**Question**

I have held the total magnetic moment of a zincblende TiO cell at a series of values, with the atoms fixed, and looked at the energy. The result at zero moment is hidden from me for now. Can the other points tell me whether the state without a moment is a minimum or a hilltop, and how high it lies? I would also like to know the pressure and the site moment there. My chemical instinct says Ti²⁺ with two d electrons, so 2 μB, but the curve seems to disagree.

Fixed-spin-moment curve of zincblende TiO (F-43m, 2-atom cell, conventional a = 4.610 Å) at fixed geometry. Ansatz 0.2.0, r2SCAN, plane-wave PAW, scalar-relativistic, collinear spin, 500 eV cutoff, Gamma-centred 16×16×16 k mesh, 0.1 eV Gaussian smearing. Energies are extrapolated to zero smearing and count from the curve's lowest point; pressure is positive in compression.

| held cell moment (μB) | energy above lowest (meV/atom) | pressure (GPa) | largest site moment (μB) |
| --- | --- | --- | --- |
| 0 | ? | ? | ? |
| 0.25 | 0.0 | -0.10 | 0.18 |
| 0.5 | 1.4 | 0.25 | 0.32 |
| 0.75 | 12.6 | 1.03 | 0.44 |
| 1 | 33.4 | 2.24 | 0.55 |
| 1.25 | 60.6 | 3.85 | 0.67 |
| 1.5 | 92.2 | 5.84 | 0.79 |
| 1.75 | 124.0 | 8.11 | 0.90 |
| 2 | 153.0 | 10.55 | 1.02 |

**Answer**

Start with your instinct about 2 μB. Two parallel d electrons on an isolated Ti²⁺ ion would give that moment, yet in this cell it lies 153.0 meV/atom above the lowest point. The low-lying rows have fractional moments, which require partly filled bands. The better starting picture is therefore a metal whose electrons are shared between two spin channels, not an ion with a fixed spin.

To make a moment in such a metal, electrons must leave one spin channel and enter the other. They have to go into higher states, which costs band energy. In return, exchange lowers the energy of electrons with parallel spins. For a small moment both contributions grow as the square of the moment, and Stoner's picture puts them in one line:

$$E_\text{cell}(M)-E_\text{cell}(0)\approx \frac{M^2}{4}\left(\frac{1}{N}-I\right)$$

Here $M$ is the held cell moment in μB, $N$ the density of states at the Fermi level per spin and cell, and $I$ the exchange parameter. If many states lie close to the Fermi level, moving electrons is cheap, exchange wins and zero moment is a hilltop. As the moment grows, the electrons may have to reach into regions with fewer states. The cost then overtakes the gain, and the curve turns up at a small moment.

**What the known points imply at zero**

Without a magnetic field, turning every moment over changes neither energy nor pressure. If the state at $M=0$ has no moments anywhere, a smooth curve through it must therefore be the same on both sides, so it contains only even powers of $M$. This is the Landau expansion, and it adds real information: the curve has to arrive at $M=0$ flat.

I keep terms up to $M^6$. That leaves four unknowns, which the rows from 0.25 to 1 μB determine exactly. Solving for the value at zero gives

$$y(0)=\frac{56y_1-28y_2+8y_3-y_4}{35}$$

where $y_1$ to $y_4$ are the values in those four rows, in order. The weights make the $M^2$, $M^4$ and $M^6$ terms cancel and leave the constant. For the energy this becomes

$$E(0)=\frac{56(0.0)-28(1.4)+8(12.6)-33.4}{35}=\frac{28.2}{35}\approx0.8\ \text{meV/atom}$$

Stopping at $M^4$ gives 0.4, and going on to $M^8$ gives 1.0 meV/atom. I therefore expect zero moment to be a shallow hilltop, unstable in Stoner's sense. I would still allow a range of 0 to 3 meV/atom, because the known rows can't resolve a change that happens entirely below 0.25 μB. The lower limit takes no insight. Energies are counted from the lowest point of the curve, and the 0.25 μB row already stands at 0.0.

The same formula gives a pressure of −0.19 GPa, for which I allow −0.29 to −0.09 GPa. For the largest site moment I expect 0.00 μB, with a range of 0 to 0.02 μB. If a state is unchanged when all spins are reversed, no atom in it can carry a moment.

All three forecasts assume that no opposed moments are hidden inside the cell at $M=0$. If there were any, the branch could pass through zero total moment without being symmetric about it. A plain parabola through the rows from 0.25 to 0.75 μB describes such a case, and it would put the energy at 8.4 meV/atom. A straight line through all the known site moments would leave about 0.08 μB on a site. The hidden row will show which of the two pictures this run follows.

**The hidden row**

The withheld rows as computed:

| held cell moment (μB) | energy above lowest (meV/atom) | pressure (GPa) | largest site moment (μB) |
| --- | --- | --- | --- |
| 0 | 2.4 | -0.26 | 0.00 |

The state without a moment lies 2.4 meV/atom above the 0.25 μB row. That is inside my range but three times my central value. The pressure, −0.26 GPa, is also inside its range, towards the lower end. The site moment is zero, as expected for a state without opposed moments. This is weak evidence against opposed moments, though. No starting moments were given and no search was made for other states with zero total moment, so the run simply kept two equal spin channels. A state with opposed moments could still lie lower.

So zero moment is not the minimum. On a curve without a further wiggle below 0.25 μB it is a hilltop, which is Stoner's instability. The parabola through the rows from 0.25 to 0.75 μB has its minimum near 0.34 μB, about 0.6 meV/atom below the 0.25 μB row. Zero moment then lies about 3 meV/atom above the bottom of the well.

**Why the energy forecast was too low**

The three orders of the expansion, 0.4, 0.8 and 1.0 meV/atom, seemed to be settling down, yet all of them fall well short. Their agreement showed only that the known rows lie on a smooth curve. It didn't show that the curve stays equally gentle closer to zero.

The pressure tells a similar story. Between zero and 0.25 μB it rises by 0.16 GPa, where the forecast implied 0.09 GPa. Both quantities therefore change more over the first quarter of a magneton than the points further out suggest.

In Stoner's picture this would happen if the Fermi level of the state without a moment sat on a narrow peak in the density of states. The first electrons would then change channel cheaply, and the advantage would fade once the two channels had moved apart. No density of states is at hand, but the smearing entropy gives a hint, because it grows with the number of states within about 0.1 eV of the Fermi level. Its energy term falls from 11.5 meV a cell at zero moment to 9.8 at 0.25 μB and 9.0 at 0.5 μB. The early fall fits a peak, though it doesn't prove one or show how narrow it is. By 1 μB the term is back at 11.5 meV, and there the energy curve bends upwards less strongly than around 0.5 μB, as Stoner's picture would suggest.

A second cause is possible. In the 0.25 μB row the absolute magnetization is 0.28 μB, so a little spin density already points against the rest. If that branch ran on to zero total moment with some opposed spin left, the hidden row wouldn't lie on it, and the even expansion wouldn't apply.

Smearing also touches the height itself. The energies in the table are extrapolated to zero smearing. In the free energies, which lack that step, zero moment lies 2.0 instead of 2.4 meV/atom above the 0.25 μB row. A further point near 0.1 μB, repeated with less smearing and a denser k mesh, would show whether the steep start is real.

**Why not fit the whole curve?**

Using every known row looks safer, but here it does worse. A least-squares polynomial of the same order through all eight known rows gives −4.5 meV/atom at zero moment. That is below the lowest point of the curve, which the choice of energy zero rules out. The costly rows at large moment largely set its coefficients, and the shallow region near zero is sacrificed to them.

The parabola without mirror symmetry fails in the other direction, with 8.4 against the computed 2.4 meV/atom. What helped was to use the symmetry and to stay close to the point in question. Even so, the result was good only for the order of magnitude, not for the exact height, and the sign was already fixed by the choice of energy zero.

**What the well does and doesn't tell you**

A well of about 3 meV/atom is a delicate balance between two larger energies. The r2SCAN functional is known to exaggerate magnetism in some metals, so a different functional might remove the well. With one Ti atom in the cell, antiferromagnetic order was also impossible. The curve therefore shows that this calculation prefers a small moment to none, but it doesn't establish the magnetic ground state of zincblende TiO.

The high cost of 2 μB is far less delicate, although part of it comes from the fixed cell. Pressure rises with every step in moment and reaches 10.55 GPa at 2 μB, so a cell with a large moment wants to expand. This is the usual magnetovolume effect: electrons moved into higher states generally bind the atoms less strongly. Letting the cell relax at each moment would lower the right-hand end of the curve much more than the left.

For a similar metal, first ask how many states lie at the Fermi level when there is no moment, and how quickly their number falls away from it. Many states favour a hilltop at zero. A rapid fall favours a small moment and a shallow well, and it also makes an extrapolation from larger moments unreliable.
